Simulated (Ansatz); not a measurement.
Sn: the change of pressure and energy above lowest point with volume scale

Free energy against uniform scaling of the volume at fixed shape and fractions; periodic cell, basis, potentials, k mesh and filling as listed. The results are calculated, by Ansatz 0.2.0.

The cell before it is scaled or strained (space group Im-3m, No. 229):
```
CELL_PARAMETERS angstrom
-1.90090 1.90090 1.90090
1.90090 -1.90090 1.90090
1.90090 1.90090 -1.90090
ATOMIC_POSITIONS crystal
Sn 0.00000 0.00000 0.00000
```

Settings of every row: functional PBEsol; dispersion none; potentials PAW; wave cutoff 500 eV; density cutoff 2000 eV; k mesh 11x11x11; k shift 0x0x0; occupations methfessel paxton; smearing width 0.1 eV; spin none.

Limits: coarse k mesh, up to 40 meV an atom off; the cell comes from a prototype or a list of computed structures and needn't be the stable phase.

| row | volume scale | V (Å³/atom) | pressure (GPa) | energy above lowest point (meV/atom) |
| --- | --- | --- | --- | --- |
| 1 | 0.9406 | 25.843 | 1.03 | 0.8 |
| 2 | 0.9703 | 26.659 | -0.65 | 0 |
| 3 | 1 | 27.475 | -2.07 | 7 |
| 4 | 1.0297 | 28.291 | ? | ? |
| 5 | 1.0594 | 29.107 | -4.34 | 40.3 |

Question: what pressure and energy above lowest point should row 4 give?

Worked fit of pressure. Take u = (V_r/V)^(2/3) − 1 with V_r = 27.067 Å³ an atom, which is twice the finite (Eulerian) strain; such expansions in the strain, on which the Birch-Murnaghan equation of state is built, carry the rest volume and the bulk modulus. The shown rows have u = 0.03133, 0.01018, -0.00992, -0.04729. Least squares give pressure = −1.387 + 71.23 × u + 186.5 × u² GPa; a straight line predicts inner rows, each left out in turn, worse (root mean square 0.18 against 0.014 GPa). The rows lie off it by 0.00, -0.01, 0.01, 0.00. The pressure vanishes at u = 0.0186, or V = 26.33 Å³ an atom, and there the bulk modulus at fixed shape and fractions is B = −V dP/dV = (2/3)(1 + u) dP/du = 53.1 GPa. The withheld row has u = -0.02906, so the fit gives −1.387 + 71.23 × (-0.02906) + 186.5 × (-0.02906)² = -3.30 GPa.

The calculation gave -3.29 GPa. The fit lies 0.01 GPa (0.19 % of the column's range) below it, one unit of the last digit.

Worked fit of energy above lowest point. Take u = (V_r/V)^(2/3) − 1 with V_r = 27.067 Å³ an atom, which is twice the finite (Eulerian) strain; such expansions in the strain, on which the Birch-Murnaghan equation of state is built, carry the rest volume and the bulk modulus. The shown rows have u = 0.03133, 0.01018, -0.00992, -0.04729. Least squares give energy above lowest point = 2.59 − 352 × u + 9416 × u² meV/atom; a straight line predicts inner rows, each left out in turn, worse (root mean square 9.1 against 0.03 meV/atom). All shown rows lie on it to the printed digit. Its lowest point lies at u = 0.0187, or V = 26.33 Å³ an atom, and the curvature there gives the bulk modulus at fixed shape and fractions, B = (4/9)(1 + u)² E″(u)/V = 52.9 GPa. The withheld row has u = -0.02906, so the fit gives 2.59 − 352 × (-0.02906) + 9416 × (-0.02906)² = 20.8 meV/atom.

The calculation gave 20.8 meV/atom. The fit meets it to the printed digit.
